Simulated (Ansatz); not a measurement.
# CeO2: pressure and energy above relaxed cell against volume per atom

Plane-wave density functional theory, PAW datasets, Gaussian smearing 0.05 eV: one cell in which all forces lie under 0.002 eV/angstrom; stress (xx yy zz yz xz xy) and pressure positive in compression; site moments are of spin alone; formation energy from the elements run alike, uncorrected. The results are calculated, by Ansatz 0.2.0.

Cell of the first row (space group Fm-3m, No. 225):
```
CELL_PARAMETERS angstrom
0.00000 2.66070 2.66070
2.66070 0.00000 2.66070
2.66070 2.66070 0.00000
ATOMIC_POSITIONS crystal
Ce 0.00000 0.00000 0.00000
O 0.25000 0.25000 0.25000
O 0.75000 0.75000 0.75000
```

Settings of every row: paw set soft_2; functional HSE06; spin treatment none; moment partition spheres; spin axis none; wave cutoff 420 eV; k mesh 6x6x6; SCF start atoms; lower state search light; symmetry use detected.

Atom first moment, atom hubbard u: 0 on all atoms.

Limits: stress loosely converged.

| row | volume per atom (Å³) | pressure (GPa) | energy above relaxed cell (meV per atom) |
| --- | --- | --- | --- |
| 1 | 12.558 | 9.30 | 14.66 |
| 2 | 12.819 | 4.40 | 3.6 |
| 3 | 12.914 | 2.76 | 1.44 |
| 4 | 13.081 | 0.01 | 0 |
| 5 | 13.343 | -3.94 | 3.18 |
| 6 | 13.604 | ? | ? |
| 7 | 13.653 | -8.12 | 15.1 |

Question: what pressure and energy above relaxed cell should row 6 give?

Worked fit of pressure. Take u = (V_r/V)^(2/3) − 1 with V_r = 12.997 Å³ an atom, which is twice the finite (Eulerian) strain; such expansions in the strain, on which the Birch-Murnaghan equation of state is built, carry the rest volume and the bulk modulus. The shown rows have u = 0.02317, 0.00924, 0.00428, -0.00429, -0.01736, -0.03229. Least squares give pressure = 1.367 + 320.45 × u + 894.9 × u² + 2166 × u³ GPa; a parabola predicts inner rows, each left out in turn, worse (root mean square 0.016 against 0.0087 GPa). The rows lie off it by 0.00, -0.01, 0.00, 0.00, 0.00, 0.00. The pressure vanishes at u = -0.0043, or V = 13.08 Å³ an atom, and there the bulk modulus at fixed shape and fractions is B = −V dP/dV = (2/3)(1 + u) dP/du = 208 GPa. The withheld row has u = -0.02997, so the fit gives 1.367 + 320.45 × (-0.02997) + 894.9 × (-0.02997)² + 2166 × (-0.02997)³ = -7.49 GPa.

The calculation gave -7.50 GPa. The fit lies 0.01 GPa (0.057 % of the column's range) above it, one unit of the last digit.

Worked fit of energy above relaxed cell. Take u = (V_r/V)^(2/3) − 1 with V_r = 12.997 Å³ an atom, which is twice the finite (Eulerian) strain; such expansions in the strain, on which the Birch-Murnaghan equation of state is built, carry the rest volume and the bulk modulus. The shown rows have u = 0.02317, 0.00924, 0.00428, -0.00429, -0.01736, -0.03229. Least squares give energy above relaxed cell = 0.35 + 169.61 × u + 19373.9 × u² meV per atom; a straight line predicts inner rows, each left out in turn, worse (root mean square 5.6 against 0.055 meV per atom). The rows lie off it by -0.02, 0.03, 0.01, 0.02, -0.06, 0.03 (root mean square 0.032 meV per atom). Its lowest point lies at u = -0.0044, or V = 13.08 Å³ an atom, and the curvature there gives the bulk modulus at fixed shape and fractions, B = (4/9)(1 + u)² E″(u)/V = 209 GPa. The withheld row has u = -0.02997, so the fit gives 0.35 + 169.61 × (-0.02997) + 19373.9 × (-0.02997)² = 12.67 meV per atom.

The calculation gave 12.64 meV per atom. The fit lies 0.03 meV per atom (0.2 % of the column's range) above it; its largest miss of a shown row is 0.06 meV per atom.
